Zero modes from sublattice imbalance, and the single vacancy in graphene

1. Premises and conventions

A missing carbon atom in graphene leaves an electronic state at the Dirac point. In the nearest-neighbour tight-binding model this state follows from counting equations against unknowns, and the same count holds for a whole class of lattices. The premises are these.

(P1) Each site carries one orbital, and the orbitals are orthonormal. In graphene this is the p_z orbital.
(P2) Electrons are independent, and H does not act on spin. All counts refer to orbital states, each of which holds two electrons.
(P3) The lattice is bipartite: the sites divide into sets A and B, with N_A and N_B members (both finite), and hopping connects only A with B.
(P4) All on-site energies are equal and are taken as the zero of energy.

List the A sites first, so that a state is ψ = (a, b), with a column a of N_A amplitudes and a column b of N_B amplitudes. By P3 and P4 the diagonal blocks of H vanish:

H = [ 0, T ; T†, 0 ]   (1)

The semicolon separates block rows. T is the N_A × N_B matrix of hopping energies T_ij from B site j to A site i, and † is the conjugate transpose. T may be complex and irregular; no periodicity is assumed. Let r be its rank, the number of linearly independent columns. A zero mode is a solution of Hψ = 0. The labels are chosen so that N_A ≥ N_B: A is the majority sublattice.

2. Counting the zero modes

Step 1, decoupling. From (1), H(a, b) = (T b, T† a). Hence Hψ = 0 is the pair of independent conditions

T† a = 0 and T b = 0.   (2)

If (a, b) solves (2), so do (a, 0) and (0, b). The zero modes can therefore be chosen to lie wholly on A or wholly on B, and their number is n_A + n_B, where n_A and n_B are the dimensions of the two solution spaces.

Step 2, modes on B. T maps an N_B-dimensional space onto a range of dimension r. The rank–nullity theorem gives n_B = N_B − r.

Step 3, modes on A. T† a = 0 holds exactly when (T b)† a = b† T† a = 0 for every b, that is, when a is orthogonal to the range of T. The range has dimension r inside a space of dimension N_A, so n_A = N_A − r.

Step 4, the total. Adding and subtracting,

n_A + n_B = N_A + N_B − 2r,   n_A − n_B = N_A − N_B.   (3)

Step 5, the bound. A matrix with N_B columns has r ≤ N_B. Rewriting (3),

n_A + n_B = (N_A − N_B) + 2(N_B − r) ≥ N_A − N_B,   n_A ≥ N_A − N_B.   (4)

For either labelling the bound is |N_A − N_B|, and the guaranteed modes lie on the majority sublattice. The total in (3) depends on the hopping values through r. The difference in (3) does not. Modes beyond the bound come in pairs, one on A and one on B for each unit by which r falls short of N_B, and a small generic change of T removes such pairs from zero energy.

Step 6, the rest of the spectrum. T†T is Hermitian, and b†T†T b = |T b|² ≥ 0 vanishes only if T b = 0. So T†T has exactly r positive eigenvalues σ². For a normalised eigenvector b put a = T b/σ, which is also normalised. Then T b = σ a and T† a = σ b, so (a, ±b)/√2 has energy ±σ. These 2r states and the zero modes of (3) add up to N_A + N_B, so nothing is missing. Every state of non-zero energy has half its weight on each sublattice and a partner of opposite energy. With one electron per site, the r negative levels take 2r electrons, and the zero modes hold one electron each on average.

Step 7, the local rule. Row j of T† a = 0 reads

Σ_i T_ij* a_i = 0 for every B site j.   (5)

The hopping-weighted amplitudes on the A neighbours of each minority site cancel. When all bonds at site j have the same hopping, the plain sum of the neighbour amplitudes is zero. There are N_B homogeneous equations for N_A unknowns, which is the bound (4) again.

The smallest case is a chain A–B–A with real hoppings −t₁ and −t₂. Rule (5) is t₁a₁ + t₂a₂ = 0, so a ∝ (t₂, −t₁), and the other two levels lie at ±√(t₁² + t₂²).

3. The graphene lattice

Let d be the bond length and −t the hopping on every bond, t > 0. The lattice vectors are a₁ = d(3/2, √3/2) and a₂ = d(3/2, −√3/2), of length √3 d, and the cell area is A_c = (3√3/2)d². An A site sits at each R = n₁a₁ + n₂a₂ and a B site at R + τ, with τ = (d, 0). The B site of cell R has A neighbours in cells R, R + a₁ and R + a₂. Take L × L cells with periodic boundaries, N = L². For the perfect lattice T₀† = −tM, where

(M a)(R) = a(R) + a(R + a₁) + a(R + a₂).   (6)

A Bloch wave a(R) = exp(ik·R) is an eigenvector of M with eigenvalue

f(k) = 1 + exp(iθ₁) + exp(iθ₂),   θ₁ = k·a₁, θ₂ = k·a₂,   (7)

and the boundaries allow θ = 2πm/L, m = 0, …, L − 1. The singular values of T₀ are t|f(k)|, so Step 6 gives the bands E = ±t|f(k)|. Three unit phasors cancel only when they are 120° apart, so f = 0 only at K, (θ₁, θ₂) = (2π/3, 4π/3), and at K′ = −K. These points are on the allowed grid only if L is a multiple of 3.

4. One vacancy: the count

Remove the B atom of cell R = 0. This deletes one column of T₀, leaving T with N_A = N and N_B = N − 1. The bound (4) gives at least one zero mode, on A, the sublattice opposite to the vacancy.

Case L not a multiple of 3. No f(k) vanishes, T₀ is invertible, and its N columns are independent. The remaining N − 1 columns stay independent, so r = N − 1, n_A = 1 and n_B = 0. There is exactly one zero mode.

Case L a multiple of 3. T₀ has rank N − 2. Its null vectors on B are the Bloch waves at K and K′, which are non-zero on the deleted site, so the deleted column is a combination of the others and r stays N − 2. Then n_A = 2 and n_B = 1: three zero modes, with the difference 1 as (3) requires. The two A modes are the extended waves at K and K′, which obey (5) with or without the vacancy, and the B mode is the combination of the two waves that vanishes at the vacancy. None is concentrated at the defect. The theorem fixes the number and the sublattice of the modes, not their shape.

5. One vacancy: the wavefunction

Take L not a multiple of 3. Rule (5) demands (M a)(R) = 0 at every B site that still exists. At R = 0 there is no condition. The value there cannot be zero as well, since M is invertible, so scale it to 1:

a(R) + a(R + a₁) + a(R + a₂) = δ(R, 0).   (8)

Writing δ(R, 0) = (1/N) Σ_k exp(ik·R) and dividing each term by its eigenvalue (7),

a(R) = (1/N) Σ_k exp(ik·R)/f(k).   (9)

This is real because f(−k) = f(k)*. It does not contain t.

Nearest neighbours. A 120° rotation about the vacancy maps the lattice, the periodic boundaries and (8) onto themselves. The solution is unique, hence invariant, so the three neighbours of the vacancy have equal amplitudes, and (8) makes each 1/3 for every allowed L.

Norm. The Bloch waves are orthogonal, so

Q(L) = Σ_R a(R)² = (1/N) Σ_k 1/|f(k)|².   (10)

The share of the normalised mode on the three neighbours together is

W = 3 (1/3)²/Q = 1/(3Q).   (11)

Far field. For large L the sum in (9) becomes (A_c/4π²) ∫ d²k, and large distances are governed by the poles at K and K′. Put k = K + q and ω = exp(2πi/3). Since 1 + ω + ω² = 0, the linear term is f ≈ i(ω q·a₁ + ω² q·a₂). With ω + ω² = −1 and ω − ω² = i√3,

f ≈ −(3i d/2)(q_x − i q_y) = −(3i d/2) q exp(−iϑ),   (12)

where ϑ is the polar angle of q. Let ρ and φ be the distance and polar angle of the A site seen from the vacancy; using ρ in place of |R| changes the result only at relative order d/ρ, as do the terms beyond (12). The angular integral is ∫dϑ exp(iqρ cos(ϑ − φ)) exp(iϑ) = 2πi J₁(qρ) exp(iφ), with J₁ the Bessel function, and ∫₀^∞ J₁(qρ) dq = 1/ρ. The K valley contributes

(A_c/4π²) (2i/3d) (2πi/ρ) exp(iK·R + iφ) = −(√3 d/2πρ) exp(iK·R + iφ).

The K′ valley adds the complex conjugate. With K·R = 2π(n₁ − n₂)/3 modulo 2π,

a ≈ −(√3 d/πρ) cos(2π(n₁ − n₂)/3 + φ),   ρ ≫ d.   (13)

The amplitude falls as 1/ρ, not exponentially. The average of cos² over the three values of the lattice phase is 1/2, so the mean of a² is 3d²/(2π²ρ²). A ring holds 2πρ dρ/A_c sites of A, so it adds κ dρ/ρ to the norm, and

Q(L) = κ ln L + C + (terms that vanish as L → ∞),   κ = 2/(√3 π) = 0.3676.   (14)

The same κ follows from (10): two valleys, each giving (A_c/4π²) 2π (4/9d²) ∫dq/q, cut off below at q of order 1/(Ld). The norm diverges logarithmically. The mode is called quasi-localised: it peaks at the defect, but W goes to zero as 1/ln L, and it has no decay length.

Exact sum. One of the two sums in (10) can be done in closed form. Fix θ₁ = 2πm/L and put u = 1 + exp(iθ₁) = 2cos(πm/L) exp(iπm/L) and y = exp(iθ₂), so that f = u + y and y runs over the L-th roots of unity. Multiplying numerator and denominator by the conjugate of u + y shows Re[(u − y)/(u + y)] = (|u|² − 1)/|u + y|². With z = −u one has (u − y)/(u + y) = 2z/(z − y) − 1. The logarithmic derivative of z^L − 1 = Π(z − y) gives (1/L) Σ_y z/(z − y) = z^L/(z^L − 1). The mean of (u − y)/(u + y) is thus (w + 1)/(w − 1) with w = z^L, which is real here, and |u|² − 1 = 1 + 2cos(2πm/L). Therefore

Q(L) = (1/L) Σ_m (w_m + 1)/[(w_m − 1)(1 + 2cos(2πm/L))],   w_m = (−1)^(L+m) [2cos(πm/L)]^L,   (15)

with m = 0, …, L − 1 and equal terms for m and L − m.

Other levels. T†T is T₀†T₀ with one row and column deleted, so its eigenvalues interlace those of T₀†T₀: the k-th smallest lies between the k-th and (k + 1)-th smallest of the perfect lattice. The smallest |f| on the grid occurs at several k, so the nearest non-zero levels stay at ±t min|f|.

6. Range of validity

Changes that leave the count intact. The proof used only the block form (1). Strain, bond disorder, a magnetic field entering as phases on the bonds, and third-neighbour hopping (which joins A to B) all merely change T. Any extra term acting among B sites alone leaves (a, 0) a zero mode, since it acts on b = 0. A uniform on-site energy ε_A on A moves the guaranteed modes to E = ε_A without changing them. If the orbitals overlap between A and B only, the problem is Hψ = E Oψ with O the overlap matrix; measured from the on-site energy, H keeps the form (1), so the count survives while the ± pairing is lost. For a periodic array of vacancies the count holds at each supercell wave vector, which gives a flat band at zero energy. For many vacancies only the excess of one sublattice over the other is guaranteed.

Changes that break it. Any A–A coupling or non-uniform potential on A violates P3 or P4, and interactions violate P2. Three terms matter in graphene.

(i) Second-neighbour hopping −t′. In the perfect lattice the A block of (H/t)² is MᵀM, which equals 3 plus the second-neighbour adjacency matrix, because each site has three bonds and each second neighbour is reached by one two-bond path. Deleting the B site subtracts g gᵀ from this block, where g is 1 on the three neighbours of the vacancy and 0 elsewhere. The B block only loses a row and a column. If all t′ links between remaining atoms are kept, the added term is

H′ = 3t′ − t′(H/t)² − t′ g gᵀ.   (16)

The first term shifts the Dirac point and the mode alike, and the second annihilates the mode. Since g·a = 1 by (8), the first-order shift from the Dirac point is

ΔE = −t′/Q.   (17)

The second-order terms cancel, because the partners at ±σ have the same A part and opposite energy denominators. Equation (17) holds while |ΔE| is small against t min|f|. That spacing falls as 1/L and the shift only as 1/ln L, so in a large sheet the mode mixes with band states and becomes a resonance of finite width.

(ii) Reconstruction. A real vacancy leaves three broken σ bonds, outside the model, and two of the three neighbours typically move together and bond. A hopping −t_b between them is an A–A term, with first-order shift −2t_b(1/3)²/Q = −2t_b W/3.

(iii) On-site repulsion U. At neutrality the mode holds one electron. In first order, adding a second of opposite spin costs U Σψ⁴, ψ being the normalised amplitude, and the three neighbours alone give U W²/3 as a lower bound to that sum. For the repulsive Hubbard model on a connected bipartite lattice with real hoppings at half filling, Lieb's theorem (1989) gives a ground-state spin |N_A − N_B|/2, here 1/2, so the imbalance remains visible with interactions.

7. Numerical illustration

Inputs: the typical values d ≈ 1.42 × 10⁻¹⁰ m and t ≈ 2.7 eV (4.33 × 10⁻¹⁹ J). Take L = 10, which has 199 atoms in a cell of side 2.46 nm. Here N_A = 100, N_B = 99 and r = 99, so (3) gives 199 − 198 = 1 zero mode.

The terms of (15) for m = 0 to 5 are 0.3340, 0.3807, 0.6282, 1.7512, 1.6446 and 1. Counting m = 1 to 4 twice, the sum is 10.1434 and Q(10) = 1.0143. Then W = 0.329, or 0.1095 on each neighbour. Other sizes follow from the same formula; Q(4) = 29/45 and Q(5) = 89/99 exactly.

L | atoms | side (nm) | Q | Q − κ ln L | W
4 | 31 | 0.98 | 0.6444 | 0.135 | 0.517
5 | 49 | 1.23 | 0.8990 | 0.307 | 0.371
10 | 199 | 2.46 | 1.0143 | 0.168 | 0.329
20 | 799 | 4.92 | 1.3281 | 0.227 | 0.251

The fifth column closes in on C ≈ 0.2, from below for L = 4 and 10, which leave remainder 1 on division by 3, and from above for L = 5 and 20, which leave remainder 2. For L = 1000, a side of 0.246 µm, (14) gives Q ≈ 2.54 + 0.2 = 2.74 and W ≈ 0.12. A hundredfold increase in linear size lowers the share of the three neighbours only from about a third to about an eighth.

Energy scales for L = 10. The grid points nearest K have phasors separated by 108°, 108° and 144°, so min|f| = 1 + 2cos 108° = 0.382, and the nearest levels lie at ±1.65 × 10⁻¹⁹ J (±1.03 eV). The neglected terms compare as follows. With the typical magnitude |t′| ≈ 0.1 t, (17) gives |ΔE| ≈ 4.3 × 10⁻²⁰ J (0.27 eV), a fraction 0.26 of the spacing. With the assumed value t_b = t/2, the reconstruction shift is about −4.7 × 10⁻²⁰ J (−0.30 eV). With the assumed value U = t and W²/3 = 0.036, the first-order interaction cost is at least 1.6 × 10⁻²⁰ J (0.10 eV). For L = 1000 the spacing is t[1 + 2cos(2π × 333/1000)] = 1.6 × 10⁻²¹ J (9.8 meV), while (17) would give 1.6 × 10⁻²⁰ J (0.10 eV), about 10 times larger, so first-order theory fails there and the level is a resonance.

These numbers are the model's. Its statement is one state on the sublattice opposite to the vacancy, at exactly the Dirac energy, with 33 per cent of its weight on three equivalent atoms of the 199-atom cell. As typical knowledge, a real vacancy reconstructs, loses the threefold symmetry and shows a π resonance displaced from the Dirac point by up to a few tenths of an eV, the scale of the corrections found above; the bond across the vacancy acts to lower the level. The count, the sublattice polarisation and the 1/ρ envelope are the results to carry over to a device, while the exact energy and the value of W belong to the unreconstructed nearest-neighbour lattice.